**Q.** We strip osmium to high charge states and want to know how the K level moves. Can you forecast Os65+ and Os72+ from the other ions of this scalar-relativistic LDA series?

Osmium ions computed with Quantum ESPRESSO ld1.x 7.5: all-electron scalar-relativistic Kohn-Sham theory with the relativistic LDA (MacDonald-Vosko exchange, VWN5 correlation). Densities are spherical and spin-unpolarised, and the nucleus is a point charge. Eigenvalues are negative for bound levels.

```tsv
species	Z	charge (e)	electrons	configuration	eigenvalue (1s) (eV)	mean radius (1s) (bohr)	mean inverse radius (1s) (1/bohr)	Σ<r²> (bohr²)	exchange correlation energy (hartree)
Os3+	76	3	73	[Xe] 4f14 5d5	-73403	0.017809	90.074	37.09	-294.40
Os10+	76	10	66	[Kr] 4d10 4f14 5s2 5p4	-73542	0.017809	90.075	17.48	-289.48
Os17+	76	17	59	[Kr] 4d10 4f12 5s1	-73768	0.017808	90.076	9.642	-280.92
Os23+	76	23	53	[Kr] 4d10 4f7	-74045	0.017809	90.075	6.562	-268.97
Os30+	76	30	46	[Kr] 4d10	-74450	0.017809	90.074	4.461	-251.32
Os37+	76	37	39	[Kr] 4d3	-74962	0.017809	90.072	2.785	-231.45
Os44+	76	44	32	[Ar] 3d10 4s2 4p2	-75551	0.017808	90.076	1.403	-211.78
Os51+	76	51	25	[Ar] 3d7	-76429	0.017806	90.084	0.5953	-183.61
Os58+	76	58	18	[Ne] 3s2 3p6	-77702	0.017807	90.078	0.3451	-142.20
Os65+	76	65	11	[Ne] 3s1	?	?	?	?	?
Os72+	76	72	4	[He] 2s2	?	?	?	?	?
```

**A.** $Z$ is the nuclear charge; the 1s columns give the Kohn-Sham eigenvalue $\varepsilon$, $\langle r\rangle$ and $\langle 1/r\rangle$; $\Sigma\langle r^2\rangle$ sums the mean square radius over all electrons; $E_{xc}$ is the exchange-correlation energy. From Os3+ to Os58+ the level sinks by 4299 eV, while $\langle 1/r\rangle$ varies by only 0.013% of its mean, without a trend. Contraction of the 1s is thus ruled out as the cause.

**Q.** How does a level fall without changing shape?

**A.** A spherical shell of charge exerts no field inside itself but raises the potential there by a constant, $1/r$ hartree per electron at radius $r$. The 1s lies inside almost all other charge, so removing an outer electron lowers a flat background. Averaging over each shell $nl$ with occupation $w_{nl}$ gives

$$\Delta\varepsilon \approx \Delta\sum_{nl\neq 1s} w_{nl}\langle 1/r\rangle_{nl}.$$

For a hydrogen-like shell $\langle 1/r\rangle = Z_\text{eff}/n^2$, so the shift per electron depends on the shell being emptied and jumps when a lower $n$ is reached. It grows at every known step, from 19.9 to 181.9 eV.

**Q.** Does the sum work in numbers?

**A.** Take Os51+ to Os58+, where seven 3d electrons go. The same calculation gives $\langle 1/r\rangle_{3d} = 7.118$ bohr⁻¹, so the loss is $7 \times 7.118 \times 27.211 = 1356$ eV. The surviving shells contract and restore 91 eV, leaving −1265 eV against −1273 eV in the table. Over the eight steps this plain sum errs by at most 1.6% of the step. Nothing is fitted, but the sum uses the runs' own orbitals and electrostatics that Kohn-Sham theory contains, so it accounts for the shift and is no independent test.

Two corrections add. Charge that penetrates the 1s repels it by less than $\langle 1/r\rangle$, and removed density weakens, on balance, the attractive exchange-correlation potential (close to this nucleus relativistic exchange responds with the opposite sign). I estimated both with Dirac (s) and hydrogenic (p, d, f) shapes scaled to each $\langle 1/r\rangle$; the worst error becomes 0.4%. Together they never exceed 14 eV on the known steps, which therefore hardly test them for deeper shells.

**Q.** Your forecasts?

**A.** Os65+ loses 3p⁶ and one 3s: $(6 \times 7.868 + 8.493) \times 27.211 = 1516$ eV with Os58+ orbitals. Contraction has to be assumed; scaling from the last known step leaves a plain sum of −1471 eV. Penetration (+39) and exchange-correlation (+3) give −1429 eV, hence −79131 ± 39 eV. Os72+ also loses the compact 2p⁶. With its 2s $\langle 1/r\rangle$ midway between Os58+ and the bare ion, the model gives −82370 ± 100 eV. Each bar adds the assumed contraction range, a third of the corrections and the worst known relative error.

My rougher forecasts, set without sight of the withheld rows:

- Os65+: about −79.1 keV, about 200 eV per electron, since removal stays in $n=3$.
- Os72+: about −82.3 keV, about 450 eV per electron, well above the bare Dirac level near −85.8 keV.
- The plain sum too deep for both; a quadratic in charge through the last three known rows too deep for Os65+ and too shallow for Os72+.
- 1s size unchanged within 0.12% and 0.5%, with $\langle 1/r\rangle$ below the bare 91.3 bohr⁻¹.
- $\Sigma\langle r^2\rangle$ of 0.077–0.084 and 0.012–0.014 bohr², from Os58+ shell radii shrunk by the assumed contraction.
- $E_{xc}$ of −95 to −110 and −40 to −52 hartree, still rising in size per electron because the densest shells remain.

**Q.** And the computed values?

The withheld rows as computed:

```tsv
species	Z	charge (e)	electrons	configuration	eigenvalue (1s) (eV)	mean radius (1s) (bohr)	mean inverse radius (1s) (1/bohr)	Σ<r²> (bohr²)	exchange correlation energy (hartree)
Os65+	76	65	11	[Ne] 3s1	-79129	0.017795	90.126	0.08156	-107.51
Os72+	76	72	4	[He] 2s2	-82342	0.017744	90.306	0.01311	-42.59
```

**A.** Neither row entered the model, and every value lies inside its printed bar and any range given above; the printed output below lists the misses. Os65+ comes at −79129 eV, 2 eV from the model, at 204 eV per electron. Agreement that far inside the bar is partly luck: in the run's own orbitals contraction restores 39 eV where 45 was assumed, so the corrections had to be 50 eV, not 42, and the two errors nearly cancel. Os72+ comes at −82342 eV, 459 eV per electron, and the model is 26 eV too deep, 0.6% of the 4640 eV shift from Os58+.

The quadratic is 241 eV too deep and then 909 eV too shallow, because it continues the steep rise met on going from $n=4$ to $n=3$, which slackens within $n=3$, and knows nothing of the larger jump at $n=2$. The plain sum is too deep by 44 and 191 eV. For Os72+ the assumed 2s range moves that sum by only $2 \times 0.76 \times 27.211 = 41$ eV either way, so the numbers show that a correction is needed. Its division into 134 eV of penetration and 32 eV of exchange-correlation is a model estimate, and of the remaining 26 eV only 7 eV come from the 2s value, computed as 22.151 bohr⁻¹ against the assumed 22.03; the rest lies in the corrections or in the change of the 1s itself, which the model leaves out.

**Q.** Where were you weakest?

**A.** The 1s size. It stays within the bars, but "unchanged" misses in the same direction twice: $\langle 1/r\rangle$ rises from 90.078 to 90.126 and 90.306 bohr⁻¹, well beyond the earlier scatter. The flat-potential picture starts to fail, as theory suggests it should: the 3s and 3p charge lost by Os65+, and more so the 2p charge lost by Os72+, reaches inside the 1s and screens the nucleus, and its removal lets the 1s contract.

$E_{xc}$ falls near the edges of my rough ranges, −107.51 and −42.59 hartree, or 9.77 and 10.65 per electron after 7.90. The model density, scaled to Os58+, misses them by 0.1 and 0.4 hartree. $\Sigma\langle r^2\rangle$ of Os65+ was forecast 0.0013 bohr² too small; less than a third of that comes from the assumed $\langle 1/r\rangle_{3s}$, 8.84 bohr⁻¹ where the run has 8.787. The rest comes mainly from scaling radii inversely with $\langle 1/r\rangle$, which shrinks the 3s shell too much even with the run's own value, and from the assumed shell shapes.

**Q.** May I compare these levels with measured K edges?

**A.** Not directly. An LDA eigenvalue contains self-interaction and no core-hole relaxation, nuclear size and QED terms are absent, and the Breit interaction enters only in electron-gas form through the relativistic exchange; all of these act on a heavy 1s. Shifts between ions should suffer less, by argument only. Spin-orbit splitting is averaged out, which matters most once 2p is emptied: its two components differ in size, so intermediate ions would shift unevenly. All rows except Os30+, Os58+ and Os72+ are open shells averaged to spherical symmetry and zero spin, so their separate terms are not resolved; the averaging should affect $E_{xc}$ more than the 1s trend. In Os17+ the 4f and 5s levels lie 2.0 eV apart, so another occupation may be lower, with a different screening sum.

Numerical output:

```
known rows: 1s shift -4299 eV; 1s <1/r> spread 0.013%; table rounding of a step about 1 eV
bare Dirac 1s: -85788 eV, <1/r> 91.33 1/bohr
step (eV): table, per electron | frozen loss, contraction, plain sum (err %) | penetration, xc, full (err %)
3+ to 10+: -139, -19.9 | -171, +32, -139 (+0.2) | -0, +0, -140 (+0.4)
10+ to 17+: -226, -32.3 | -298, +70, -227 (+0.6) | +1, +0, -226 (+0.1)
17+ to 23+: -277, -46.2 | -370, +92, -278 (+0.2) | +1, -0, -277 (-0.2)
23+ to 30+: -405, -57.9 | -495, +92, -403 (-0.5) | -2, -0, -405 (-0.1)
30+ to 37+: -512, -73.1 | -587, +78, -509 (-0.7) | -3, -0, -512 (-0.1)
37+ to 44+: -589, -84.1 | -645, +55, -590 (+0.2) | -1, +0, -591 (+0.3)
44+ to 51+: -878, -125.4 | -977, +85, -892 (+1.6) | +14, -0, -878 (+0.0)
51+ to 58+: -1273, -181.9 | -1356, +91, -1265 (-0.7) | -9, -0, -1273 (+0.0)
worst step error: plain 1.6%, full 0.4%
Exc per electron (hartree): -4.03 -4.39 -4.76 -5.07 -5.46 -5.93 -6.62 -7.34 -7.90
model Exc error (%): +1.3 +1.3 +1.2 +1.0 +1.0 +0.8 +0.6 +0.7 +0.8
sum <r^2> from shell radii, error: Os51+ -0.8%, Os58+ -0.4%
Os65+ assumed <1/r> low/mid/high (1/bohr): 21.38 19.22 8.66 / 21.48 19.29 8.84 / 21.58 19.37 9.01
  from Os58+ (eV): plain -1471, penetration +39, xc +3
  eigenvalue 1s: predicted -79131 +- 39, computed -79129, miss -2.31 (0.1 bars)
  mean inverse radius 1s: predicted 90.078 +- 0.11, computed 90.126, miss -0.048 (0.4 bars)
  mean radius 1s: predicted 0.017807 +- 2.1e-05, computed 0.017795, miss +1.2e-05 (0.6 bars)
  sum of r squared: predicted 0.080217 +- 0.0024, computed 0.08156, miss -0.00134 (0.6 bars)
  exchange correlation energy: predicted -107.41 +- 2.5, computed -107.51, miss +0.0982 (0.0 bars)
  1s miss of plain sum -44 eV; quadratic in charge -79370, miss -241 eV
  shift per electron: predicted -204, computed -204 eV; Exc per electron -9.77 hartree
Os72+ assumed <1/r> low/mid/high (1/bohr): 21.28 / 22.03 / 22.79
  from Os58+ (eV): plain -4831, penetration +134, xc +32
  eigenvalue 1s: predicted -82368 +- 1e+02, computed -82342, miss -25.6 (0.2 bars)
  mean inverse radius 1s: predicted 90.078 +- 0.45, computed 90.306, miss -0.228 (0.5 bars)
  mean radius 1s: predicted 0.017807 +- 8.9e-05, computed 0.017744, miss +6.3e-05 (0.7 bars)
  sum of r squared: predicted 0.013099 +- 0.00094, computed 0.01311, miss -1.1e-05 (0.0 bars)
  exchange correlation energy: predicted -42.167 +- 1.2, computed -42.59, miss +0.423 (0.3 bars)
  1s miss of plain sum -191 eV; quadratic in charge -81433, miss +909 eV
  shift per electron: predicted -462, computed -459 eV; Exc per electron -10.65 hartree
```
